**Q:** My relaxation of ZrS with a single k point ended cleanly, with no pressure left in the cell. Can I use that cell?

**A:** No. Its volume is about two thirds larger than the one from the densest mesh here, whereas just two k points along each direction bring the difference down to about one per cent. The k mesh is the set of electron waves at which the bands are calculated, and it stands in for all the waves of an endless crystal. In the table, "length a" is the edge of the two-atom cell; the familiar cubic edge is √2 times longer.

Rocksalt ZrS, cell and atoms relaxed to zero pressure with Ansatz 0.2.0 (r2SCAN, plane-wave PAW, scalar-relativistic, no spin polarisation, cutoff 500 eV, Gaussian smearing of 0.1 eV, Γ-centred k meshes). Volume change is relative to the starting cell, 18.09 Å³ per atom; length a is the edge of the relaxed two-atom primitive cell.

```
k mesh  volume per atom (Å³)  volume change (%)  length a (Å)
 1x1x1                 29.55              63.36         4.372
 2x2x2                 17.64              -2.46         3.682
 4x4x4                 17.77              -1.78         3.690
 6x6x6                 17.87              -1.18         3.698
 8x8x8                 17.81              -1.52         3.693
```

**Q:** Why didn't the relaxation notice?

**A:** A relaxation finds the minimum of the energy it is given, and one k point gives it the energy of a wrongly bonded solid. The forces vanish by symmetry in rocksalt, whatever the mesh. The pressure vanishes because the cell has swollen until it does. At the common starting cell this run had a pressure of +63 GPa, while the four denser meshes gave between −1.6 and −3.7 GPa.

**Q:** What is wrong with the bonding?

**A:** The single point, called Γ, is the wave that repeats identically in every cell. A p orbital then points the same way on the two S atoms on opposite sides of a Zr atom. It meets a Zr d orbital with a plus sign on one side and a minus sign on the other, so the two contributions cancel. Theory thus says that Γ contains no S p–Zr d bonding, and a crystal without that attraction should expand. The equal phases are also expected to put the filled S p levels at the top of their band, where neighbouring S atoms repel each other, and this pushes the same way. The calculation shows the expansion but doesn't separate these two parts of the energy.

**Q:** And two points along each direction repair that?

**A:** On average, yes. The p–d coupling along a Zr–S line varies as the sine of the phase that the wave gains between the two atoms. The 2x2x2 mesh has eight points: four with full coupling and four with none. The mean square is therefore 4/8 = 1/2, exactly the average over all waves. Γ alone in a supercell doubled along each cell vector samples these same eight points, so a larger cell can do with a coarser mesh.

**Q:** Then I could stop at 2x2x2?

**A:** For a rough cell size, yes; for energies, no. Its volume is 1.0 % below that of 8x8x8, but its energy is too low by about 0.31 eV per atom on the same comparison. An energy error that is equal at all volumes lowers the whole curve and leaves its minimum in place. Only the part that changes with volume moves the cell, and here that is about 2 meV per atom for each per cent of volume.

**Q:** Can I predict the shift without relaxing each time?

**A:** Nearly. Divide the pressure at a fixed cell by the stiffness of the solid to get the relative change in volume. One common stiffness, fitted to the four denser meshes, is 144.5 GPa. For 2x2x2 this gives −3.73/144.5 = −2.6 %, against −2.5 % from the full relaxation; this row was part of the fit and is its worst case. Differences of a few tenths of a per cent between meshes are close to the limit of the estimate.

For Γ, which was left out of the fit, the same step gives 62.6/144.5, or about 43 %, where the relaxation gives 63 %. A solid stretched that far no longer responds in proportion to the pressure, and the stiffness is borrowed from denser meshes, where the bonding is different. The estimate still warns you in time: a pressure that jumps by tens of GPa between two meshes means that the coarser one is useless.

**Q:** Why does the volume rise from 2x2x2 to 6x6x6 and then fall again?

**A:** ZrS is a metal in this calculation, so some bands are only partly filled. A mesh must find the boundary between filled and empty waves, and each new mesh places its points differently around it. The number of states near that boundary, inferred from the smearing, should not depend on the mesh. It comes out as 1.7, 2.6 and 1.2 per eV for the last three. That makes the boundary the likely source of the scatter, though the numbers don't explain the sign of each step.

**Q:** Which mesh should I pay for?

**A:** Judge by the spread of the last three meshes: about 0.2 % in length and 31 meV per atom in energy. For a cell edge good to half a per cent, 4x4x4 is a sensible choice; 2x2x2 would also pass, at 0.3 % from the densest mesh, but with little to spare. For energy differences of 10 meV per atom, none of these meshes is shown to be sufficient, since no denser one confirms 8x8x8. Going from 4x4x4 to 8x8x8 means 3.6 times as many distinct k points, and the work per step should grow roughly in that proportion.

This concerns the mesh only. Agreement with a measured cell also depends on the functional, and these runs allowed neither magnetism nor a distortion away from cubic symmetry. The analysis printed below gives the comparison for each mesh.

Numerical output:

```
Relaxed cell and energy against 8x8x8:
    row  volume %  length %  energy meV/atom  conventional a in Å  Zr-S in Å
  1x1x1     65.92     18.39             5267                6.183      3.092
  2x2x2   -0.9545   -0.3192           -311.5                5.206      2.603
  4x4x4   -0.2246  -0.07492            -7.85                5.219       2.61
  6x6x6    0.3369    0.1122            22.69                5.229      2.614
  8x8x8         0         0                0                5.223      2.611
Same starting cell, sampling and cost:
    row  start pressure GPa  start energy against 8x8x8 meV/atom  stiffness GPa  apparent states/eV per ZrS  k points relative to 4x4x4
  1x1x1                62.6                                 6638           98.8                          31                       0.125
  2x2x2              -3.728                               -306.6          151.6                           0                       0.375
  4x4x4              -2.415                                -8.02          135.7                        1.74                           1
  6x6x6              -1.636                                20.06          138.6                       2.642                           2
  8x8x8               -2.12                                    0          139.5                       1.158                       3.625
fit of volume_change on 4 rows (nk > 1): coefficient of p0 0.6922 +/- 0.02; rms 0.0885, worst 2x2x2 -0.121, leave-one-out rms 0.149
  rows outside the fit (model, value, miss): 1x1x1 43.33, 63.36, -20
Common stiffness from the four denser meshes, GPa: 144.5
Largest volume shift from leftover pressure in the denser meshes, %: 0.02828
Spread of volume over the last three meshes, %: 0.5615
Spread of length over the last three meshes, %: 0.1871
Spread of energy over the last three meshes, meV/atom: 30.54
Change of the 2x2x2 energy error per 1 % of volume, meV/atom: 1.815
Mean squared p-d coupling factor on 2x2x2 (zone average 0.5, Gamma alone 0): 0.5
Entropy term of two electrons in a threefold level, eV: 0.1543
Entropy term of two electrons in a twofold level, eV: 0.1128
Entropy term calculated with Gamma alone, eV: 0.155
```
